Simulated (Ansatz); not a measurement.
# Si2W: the change of energy less reference with wave cutoff

One setting of a density functional single point varied, free energy counted from the run at the reference value, pressure positive in compression; periodic cell, basis, potentials, k mesh and filling as listed. The results are calculated, by Ansatz 0.2.0.

Structure of every row (space group I4/mmm, No. 139):
```
CELL_PARAMETERS angstrom
-1.60690 1.60690 3.91500
1.60690 -1.60690 3.91500
1.60690 1.60690 -3.91500
ATOMIC_POSITIONS crystal
Si 0.33470 0.33470 0.00000
Si 0.66530 0.66530 0.00000
W 0.00000 0.00000 0.00000
```

Settings of every row: functional LDA; dispersion none; potentials PAW; k mesh 11x11x14; k shift 0x0x0; occupations cold; smearing width 0.1 eV; spin none; varied setting wave cutoff; reference wave cutoff 450 eV.

Limits: cutoff under the advised one; k mesh lowers the symmetry; no spin-orbit coupling, which can matter with elements this heavy.

```
row  wave cutoff (eV)  energy less reference (meV/atom)
  1               250                            237.55
  2               300                             31.65
  3               350                                 ?
  4               400                              0.71
  5               450                                 0
```

Question: what energy less reference should row 3 give?

Worked fit of energy less reference. Measure energy less reference from the row at the highest cutoff, 0.00 meV/atom, and take the logarithm of what remains: 250 → 5.47, 300 → 3.45, 400 → -0.34. A straight line through these is ln|rest| = 15.097 − 0.03864 × cutoff, so the rest falls by a factor of e every 25.9 eV; from 3 rows that is a rough guide, not a law, and the row at the highest cutoff isn't the limit itself. At 350 eV the line gives ln|rest| = 1.573, a rest of 4.82 meV/atom, and so 0.00 + 4.82 = 4.82 meV/atom.

The calculation gave 4.27 meV/atom. The fit lies 0.55 meV/atom (13 % of the value, 0.23 % of the column's range) above it; its largest miss of a shown row is 7.80 meV/atom.
